When BP is stretched evenly in all directions, its fundamental band gap widens, and yet its electronic dielectric constant goes up. The simple rule that a wider gap means a weaker response therefore gets the sign wrong. It fails because the response comes from vertical transitions throughout the Brillouin zone. On expansion these vertical energies fall, on average apparently just fast enough to outweigh the thinning of the electrons, while the gap between the band edges grows.

Cubic boron phosphide (BP) at nine volumes, its cell edges strained evenly by −4% to +4%, computed with Ansatz 0.2.0 using DFT with the r2SCAN functional, PAW potentials and no spin–orbit coupling. The plane-wave cutoff is 500 eV, the k mesh 8×8×8, and the occupations are fixed. The dielectric constant is the clamped-ion response.

```
volume (Å³/atom)  shortest distance (Å)  electronic dielectric xx
          10.326                  1.886                     8.714
          10.652                  1.905                     8.715
          10.985                  1.925                     8.719
          11.324                  1.945                     8.728
          11.671                  1.964                     8.742
          12.025                  1.984                     8.763
          12.385                  2.004                     8.790
          12.753                  2.023                     8.826
          13.128                  2.043                     8.871
```

The crystal is cubic, so the response is the same along x, y and z; the table lists the xx component, and one symbol, ε, serves for all three. It describes the response of the electrons to a field while the ions stay in place.

Over the first four rows the volume grows by about a tenth, but ε rises by only 0.014. That is less than the stated numerical error of about 0.03, so this stretch is best called flat. The flatness still carries information. If each cell kept the same polarisability, meaning its dipole per unit of the average field in the crystal, ε − 1 would fall in inverse proportion to the volume; the cells must therefore become more polarisable at about the rate at which they grow.

The gap shows a fault of the method in the same rows. From row to row it widens by 68, 61 and then 37 meV, a kink that ε does not share. Between the second and third rows the lowest conduction state jumps from one point of the k mesh to another. A mesh sees the band minimum only at its own points, so a minimum that is expected to move gradually between two neighbouring points appears to jump, and the gap comes out equal to the one that the same functional would give on a very fine mesh, or too wide. In the two smallest cells the edge sits at the zone boundary, at or near which the true minimum may well lie, so the error there can be small; these runs hold no finer mesh to size it. The widening itself is not made by the jump, since it is present on both sides of it.

The row at 11.671 Å³/atom is the equilibrium cell, and a good place to ask which gap ε really feels. Theory gives the total strength of all electronic transitions: it is proportional to the density of valence electrons and is expressed by the square of their plasmon energy, Eₚ. Each transition contributes to the static response in proportion to its strength divided by its energy squared. Collecting these energies into one mean gap, Eₘ, gives

ε − 1 = (Eₚ/Eₘ)².

For this cell Eₘ is 7.8 eV, against a fundamental gap of 1.4 eV. Even the smallest vertical gap on the mesh, at the zone centre, is 3.6 eV, so the whole response comes from transitions well above the fundamental gap. The sum rule is only approximate when core electrons are frozen, and Eₘ also absorbs changes in transition strength and local fields. The functional usually makes gaps too small, which affects the value of ε and may affect its slope as well.

The formula also shows what decides the sign. Let every length in the crystal scale with L. The electron density, and with it Eₚ², falls as L⁻³. If the mean gap falls as L⁻ᵖ, then ε − 1 varies as L²ᵖ⁻³. The response grows only if p exceeds 1.5, that is, if the transitions become cheaper fast enough to make up for the thinning of the electrons.

At volumes larger than that of the equilibrium cell the rise becomes plain, and each step is larger than the one before, although the first two are each still below the stated error. Inverting the formula for the computed ε gives p = 1.54 between the first row and equilibrium, and 1.71 between equilibrium and the last row. The first value lies almost on the balance point, as it must where ε is nearly flat. These exponents restate ε in another form; a real test needs a gap that is known independently.

The fundamental gap fails that test badly. Put in place of Eₘ and matched to ε at equilibrium, it makes ε fall by about 6 from the first row to the last, where the calculation has a rise of 0.157. The direct gap at the zone centre is a better candidate, because a uniform field drives vertical transitions. For the last row, which was not used for the matching, it gives

ε = 1 + 7.742 × (11.671/13.128) × (3.601/3.452)² ≈ 8.49.

The computed value is 8.871. The estimate is only 4% low, but it lies below the equilibrium value of 8.742 and so still has the wrong sign. On the compressed side the same gap stays within about 0.07 of the computed ε, and a reader who checked only those rows would trust it too far.

Why do the fundamental gap and the vertical gaps move in opposite directions? The band energies at 10.652 and 12.753 Å³/atom answer this at the mesh point that holds the conduction edge for most of the series. The vertical gap there shrinks from about 5.6 to 5.2 eV. The valence band, however, also becomes flatter: its descent from the zone centre to this point shrinks from about 4.3 to 3.7 eV. Where this point holds the conduction edge, the fundamental gap is the vertical gap minus this descent. In the smaller of the two cells the edge lies at the next mesh point, and the fundamental gap is only slightly less than this difference. The gap widens because the descent loses more.

Both changes fit the same chemical picture. As neighbouring atoms move apart, their orbitals overlap less. Bonding and antibonding states then split less, which lowers the vertical gaps, and the bands spread over a narrower range of energy. An indirect gap records the difference between these two effects, whereas ε feels the vertical energies. In these nine cells, a shift of the absorption edge would therefore be a poor guide to the refractive index.

Even among vertical gaps, no single one can stand for all. Between the same two volumes, the lowest vertical gap shrinks at every one of the 20 mesh points examined, out of 95, but at very different rates. At one of them it drops from 6.68 to 5.32 eV, which corresponds to p = 3.8. At the zone centre p is only 1.3 over the whole series, and this is the usual case: at most of the 20 points the lowest gap shrinks more slowly than the balance value. The fast fall goes with one kind of level. At the zone centre a single conduction level lies above the threefold edge, and its height over the valence top drops from 9.50 to 6.61 eV, a p of about 6; at the point with p = 3.8 the lowest conduction level is likewise single. Such levels are expected to be the antibonding states of mainly s character. Weaker overlap thus lowers the levels very unequally, and the mean gap averages many slow transitions with some fast ones. Its fall steepens on expansion. The fastest transitions gain weight through the inverse square of their energy, but this is expected to give only part of the steepening, and the cause has not been tested separately.

A simple rule for covalent bonds lets the mean gap fall as the inverse square of the bond length, so p = 2. It gets the sign right but predicts a rise of 0.62, about four times too much. The overshoot shows how delicate the result is: over the whole series the volume grows by 27% and the polarisability of a cell by 30%, and ε follows the small difference. To guess the trend in a similar crystal, one should ask how fast its vertical transitions become cheaper across the whole zone, to the higher conduction bands as well as the lowest, and compare that with L⁻¹·⁵. Where the margin is as small as here, the weights given to the transitions can decide the sign, and ε has to be computed.
